Going from HSE06 to PBE0 widens the band gap of this ZrSn₃O₈ cell from 3.78 to 4.51 eV, yet it hardly changes the shape of the bands near the gap. The choice between the two levels is therefore a choice about the size of the gap. For the relative positions of the listed levels within the valence bands or within the conduction bands, HSE06 gives almost the same answer.

## Reading the levels

Band levels of ZrSn3O8 (rutile-type prototype, Cmmm, 12-atom cell), calculated with Ansatz 0.2.0, plane-wave PAW, using HSE06 (cheaper level) and PBE0 (costlier level), each from its own valence top. Both use the r2SCAN-relaxed geometry, a 420 eV cutoff, a 4×4×2 k mesh and no spin polarisation. Band v1 is the highest filled band and c1 the lowest empty one.

```csv
point name,"band v2, cheaper level (eV)","band v1, cheaper level (eV)","band c1, cheaper level (eV)","band c2, cheaper level (eV)","band v2, costlier level (eV)","band v1, costlier level (eV)","band c1, costlier level (eV)","band c2, costlier level (eV)"
Gamma,-0.637,0.000,3.781,5.319,-0.628,0.000,4.514,6.088
Y,-0.892,-0.703,4.865,5.881,-0.898,-0.701,5.629,6.645
C_0,-0.892,-0.703,4.865,5.881,-0.898,-0.702,5.629,6.646
Sigma_0,-0.892,-0.703,4.865,5.881,-0.898,-0.702,5.629,6.646
Z,-0.544,-0.498,5.449,5.710,-0.550,-0.502,6.213,6.485
A_0,-0.679,-0.622,5.865,6.577,-0.675,-0.616,6.636,7.356
E_0,-0.679,-0.622,5.865,6.577,-0.675,-0.616,6.636,7.356
T,-0.679,-0.622,5.864,6.577,-0.675,-0.616,6.636,7.356
S,-0.628,-0.577,5.511,6.273,-0.622,-0.574,6.282,7.044
```

Band v1 is the highest filled band and v2 the one below it; c1 is the lowest empty band and c2 the one above it. The cheaper level is HSE06 and the costlier one PBE0. Each sets its own valence top, which lies at Gamma, to zero. Both also place the lowest empty level at Gamma, so the gap is direct in either description. Only the k mesh and the named points were searched, so a band edge lying between them would have been missed.

The nine rows stand for five distinct places in the band structure. C_0 and Sigma_0 practically coincide with Y, and A_0 and E_0 with T. Their agreement is repetition, not extra evidence that the shift is uniform.

## One large step, little change of shape

Relative to the valence top, every listed empty level rises by 0.73 to 0.78 eV. The listed valence levels move by less than 0.01 eV. The valence and conduction bands have moved apart almost as two rigid blocks.

The shape of the lowest conduction band shows how small the remaining change is. From Gamma to T, this band climbs by 2.08 eV in HSE06 and by 2.12 eV in PBE0, an increase of about 2 % over the HSE06 value. The gap, by contrast, grows by 19 % of its HSE06 value. A percentage change in the gap is thus a poor guide to the change in the bands themselves.

## Why the blocks move apart

Exact exchange treats filled and empty states differently. An electron in a filled state is surrounded by an exchange hole: a region from which, in total, one electron of its own spin is missing. The electron is attracted to that hole, and its energy falls. For an empty state, the corresponding exchange charge adds up to zero, so from far away there is almost nothing to attract it.

HSE06 and PBE0 both contain a quarter of exact exchange. PBE0 keeps that quarter at all distances, while HSE06 keeps it only at short distances and uses ordinary PBE exchange for the long-range part. Going to PBE0 therefore adds a long-range attraction that favours filled states. It also removes some long-range PBE exchange. That part acts as an attractive local potential, so its loss is expected to raise filled and empty states by roughly the same amount.

The added interaction varies slowly in space. It responds mainly to the total charge of the exchange hole and much less to the detailed form of the orbital. That total is one electron for every filled state and zero for every empty state, whatever its band or k point. This is why theory leads us to expect a nearly rigid opening of the gap, as the table shows.

## An estimate of the opening

HSE06 divides short from long range with a screening parameter ω, for which the usual value is roughly 0.11 per bohr. The corresponding length, 1/ω, is about 5 Å. The long-range part of the repulsion between two electrons a distance r apart is erf(ωr)/r in atomic units, where erf is the error function. At small r this does not diverge but levels off at 2ω/√π.

Suppose that the exchange hole is compact compared with 5 Å. The filled electron then feels nearly this limiting value, multiplied by the quarter of exact exchange. Suppose also that an empty state feels no long-range exchange, and that removing the PBE part shifts both band edges equally. The opening is then

Δ ≈ ¼ × 2ω/√π = 0.25 × 2 × 0.11/√π ≈ 0.031 hartree ≈ 0.84 eV.

The calculated gap opens by 0.73 eV, or 87 % of this estimate. No value from the table entered the estimate. It explains the scale of the step and its near independence of band and k point, but it is too high for every listed empty level.

Theory gives a reason for an error in this direction. A real exchange hole has a finite size, so a filled electron gains somewhat less than the limiting value. An empty state also feels a little long-range exchange, because its overlap with filled states vanishes only at long wavelength. Both effects reduce the opening. The first appears small on average. The exact-exchange energy of the cell, listed among the energy components of each run, is −298.9 eV in HSE06 and −341.3 eV in PBE0, a fall of 42.4 eV. It is shared among 51 doubly filled bands, and a level feels twice the exchange energy per electron, so the average filled level gains 0.83 eV, close to the limit. That average includes compact inner states, so the valence top may gain a little less. A third effect is expected to act the same way: long-range PBE exchange is weaker where the electron density is low, so its loss raises spread-out empty states less than filled ones. The share of each effect in the band edges was not calculated, and the error of the k mesh has no known direction.

## The conduction minimum rises least

The lowest empty level at Gamma rises by 0.73 eV, whereas the same band rises by 0.76 to 0.77 eV at the other points. The next empty level at Gamma also rises by 0.77 eV. The smaller change therefore belongs to this particular state and not to Gamma as a place in the band structure.

A plausible reason is that this state couples more strongly to the filled bands at long wavelength. It would then gain more exchange energy than other empty states and rise less. A second candidate is that the state lies more in regions of low density, where the PBE attraction that is removed was weaker. In tin dioxide the conduction minimum is a widely spread state with much tin 5s character, which would suit either picture. For the present cell that remains a guess, since neither the orbital character nor the coupling was calculated.

The exception limits the shortcut of adding one constant to all HSE06 conduction levels. If the constant is chosen to reproduce the PBE0 gap, the other listed empty levels come out too low by up to 0.05 eV relative to PBE0. That is acceptable for a broad view of the bands. It is too coarse for comparing conduction levels to within 0.01 eV.

## Which gap should be trusted?

The table has no measured gap and no result from a level above the hybrids. It shows how far the two descriptions disagree, but it cannot say which is nearer to nature. Nor were the results for this cell compared with those of a second code. If a decision needs the gap to 0.1 eV, the disagreement is seven times that tolerance. Quoting more decimals from either calculation does not help.

Physics offers some guidance. In a solid, the other electrons weaken the long-range interaction by the electronic dielectric constant, so the natural fraction of long-range exchange is roughly one divided by that constant. The quarter kept by PBE0 suits a constant near 4, while the zero kept by HSE06 suits a much more polarisable material. Tin dioxide has a constant of roughly 4, which favours PBE0, but the value for this cell is not available. Preferring the PBE0 gap here is therefore a reasoned guess.

A comparison with a real sample raises further questions. The structure is a hypothetical prototype whose stability has not been tested, and its atoms were placed with r2SCAN, not with either hybrid. Thermal motion and the attraction between an excited electron and the hole it leaves behind are also missing. All of these can separate a measured absorption edge from a calculated gap, whereas the step between the two levels was calculated at one fixed geometry.

## Choosing by purpose

For a first judgement of transparency to visible light, HSE06 is enough. Both gaps exceed the energy of visible photons, so the perfect crystal should not absorb visible light across its gap. Defects and impurities, which often colour real oxides, are not part of these calculations.

For ultraviolet light the choice can matter. The HSE06 gap corresponds to a wavelength of 328 nm and the PBE0 gap to 275 nm. Light at 0.3 µm lies between them: its photons can bridge the HSE06 gap but not the PBE0 gap. Bridging the gap need not mean strong absorption. In rutile tin dioxide the lowest transition at Gamma is forbidden by symmetry. If that carries over to this cell, which was not checked, the next transition at Gamma, from v2 to c1, needs 4.42 eV in HSE06 and 5.14 eV in PBE0, both above the 4.13 eV of such a photon. A process that depends on absorption in this range needs a measurement or a higher-level calculation, and the strength of the absorption must be calculated as well.

For the spacing of levels on one side of the gap, HSE06 is the sensible default. The listed valence spacings are practically unchanged by PBE0, and the climb of the lowest conduction band changes by only a few hundredths of an eV. This agreement does not prove the spacings right, because both levels share the same short-range exchange, but it shows that PBE0 would add little. The evidence covers the top two valence bands and the bottom two conduction bands. It does not extend to deep valence levels or to effective masses, which need the curvature close to a band edge.

For the position of the bands relative to another material, correcting the conduction band alone can mislead. On the energy scale of each calculation, PBE0 lowers the valence top by 0.40 eV and raises the conduction bottom by 0.33 eV. A near-even division is expected: the lost PBE part should raise all levels by about half the limiting value, so filled levels fall by about 0.42 eV and empty ones rise by about as much. If the two runs share nearly the same zero of energy, as two runs on one cell should, most of the shortfall of the estimate lies on the empty side. That zero is not shared with another material. A contact between materials therefore needs a common reference, such as a calculation that includes the interface.

## What PBE0 costs

On the same k mesh the two hybrids need similar work, because both evaluate exchange between the same pairs of states. The greater cost of PBE0 comes mainly from the finer mesh that its long-range exchange can require. A mesh makes the exchange calculation behave as if the crystal repeated after a finite length, here about 19 Å along two directions and 13 Å along the third. These lengths follow from the 12-atom cell, whose edges are 4.791, 4.791 and 6.435 Å. The long-range tail is sensitive to that repetition, while the screened exchange of HSE06 is much less so.

No finer mesh was calculated, so the mesh error in the PBE0 gap is unknown. The near-rigid shift does not settle the matter. On a mesh this coarse the larger part of the added exchange is expected to fall on the single term of zero wavevector, which moves all filled states alike by construction. An error in the longest-wavelength exchange would also move all filled states by nearly the same amount, and so could hide inside the gap step. The variation of a few hundredths of an eV among the empty levels is likewise untested.

Doubling the mesh in all three directions gives eight times as many k points. Exchange couples pairs of points, so without symmetry its cost grows by roughly 8 × 8 = 64 times if the work per pair stays the same. Symmetry lets a program skip equivalent points and should make the growth somewhat smaller. Such a test is worth its price when the PBE0 gap itself will decide something.

A thrifty route is to calculate the detailed bands with HSE06 and use PBE0 only to fix the gap, after testing its mesh. The HSE06 conduction bands can then be raised by the difference in gap. For the levels listed here, this reproduces PBE0 on the present mesh to within 0.05 eV.
